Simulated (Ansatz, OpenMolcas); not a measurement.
## Errors in the atomisation enthalpy at 298 K

6 molecules with halogens; the atomisation enthalpy at 298 K in kJ/mol, computed less measured. Shapes, held fixed at every level: PBE0-D4/def2-TZVP. Thermal terms are harmonic and unscaled (PBE0-D4/def2-TZVP); the spin-orbit lowering of the free atoms is taken from their spectra. Programs: Ansatz 0.2.0, OpenMolcas 26.06. A level may come from different programs for different species; with the same settings they agree closely. Measured values: Active Thermochemical Tables, NIST-JANAF tables.

Levels: A = SVWN5/aug-cc-pVDZ; B = BLYP/aug-cc-pVDZ; C = PBE-D4/def2-TZVPP; D = BCCD(T)/STO-3G; E = CCSD(T)/CBS estimate.

```csv
molecule,from tabulated heats,A,B,C,D,E
BF3 (boron trifluoride),1944,+264,-71,+51,-315,-7
CH2Cl2 (dichloromethane),1490,+231,-68,+46,-63,-3
CH2ClF (chlorofluoromethane),1617,+272,-43,+56,-133,-1
CH2F2 (difluoromethane),1763,+306,-29,+58,-234,-1
SiH3Cl (SMILES [SiH3]Cl),1367,+85,-93,-26,+200,+5
SiH2F2 (SMILES F[SiH2]F),1836,+97,-155,-36,-380,-9
```

Question: Sum up the errors.

Answer: 
| level | kind | mean error | mean absolute error | worst case |
| --- | --- | --- | --- | --- |
| SVWN5/aug-cc-pVDZ | LDA | +209.2 | 209.2 | CH2F2 |
| BLYP/aug-cc-pVDZ | GGA | -76.5 | 76.5 | SiH2F2 |
| PBE-D4/def2-TZVPP | GGA | +24.8 | 45.5 | CH2F2 |
| BCCD(T)/STO-3G | coupled cluster or CI | -154.2 | 220.8 | SiH2F2 |
| CCSD(T)/CBS estimate | coupled cluster or CI | -2.7 | 4.3 | SiH2F2 |

On this set CCSD(T)/CBS estimate has the smallest mean absolute error and BCCD(T)/STO-3G the largest. Without SiH2F2 the largest would be that of SVWN5/aug-cc-pVDZ. SVWN5/aug-cc-pVDZ is too high in 6 of 6; BLYP/aug-cc-pVDZ is too low in 6 of 6; PBE-D4/def2-TZVPP is too high in 4 of 6; BCCD(T)/STO-3G is too low in 5 of 6; CCSD(T)/CBS estimate is too low in 5 of 6. The heats of SiH3Cl come from older tables and can be uncertain by 10 kJ/mol or more. Heats of the atoms come from ATcT where it has them, that of boron, 570 kJ/mol, from recent work. The levels differ in basis as well as in method. The tabulated value of SiH2F2 is in doubt (older tables, estimates, or at odds with other calculations) and kept here. Over the 5 molecules whose values aren't doubted the mean absolute errors are A 231.6; B 60.8; C 47.4; D 189.0; E 3.4. The largest two are near a tie. Correlated wave functions converge slowly with the basis. The CBS estimate extrapolates MP2 from def2-TZVPP and def2-QZVPP and adds CCSD(T) − MP2 in the triple-zeta set, cores frozen. The set is small.

Coupled cluster with triples is only as good as its orbital space: near the basis limit it stays within 9 kJ/mol of every tabulated value, while in STO-3G it fails badly. A minimal basis has no polarisation functions and little room for correlation, which costs the molecules more than the atoms. Polar bonds to compact, electron-rich fluorine suffer most, and the error grows from -63 to -234 kJ/mol between CH2Cl2 and CH2F2. SiH3Cl breaks the pattern of underbinding at +200, probably because STO-3G hydrogen, contracted to suit molecules, leaves the free atom too high in energy.

The local density approximation overbinds throughout, since its exchange error is larger in the separated atoms than in the molecule. Gradient corrections lower the energy of the more inhomogeneous atomic densities and so remove much of this error. BLYP ends up underbinding, though its double-zeta basis probably contributes, so the gap to PBE can't be credited to the functionals alone.
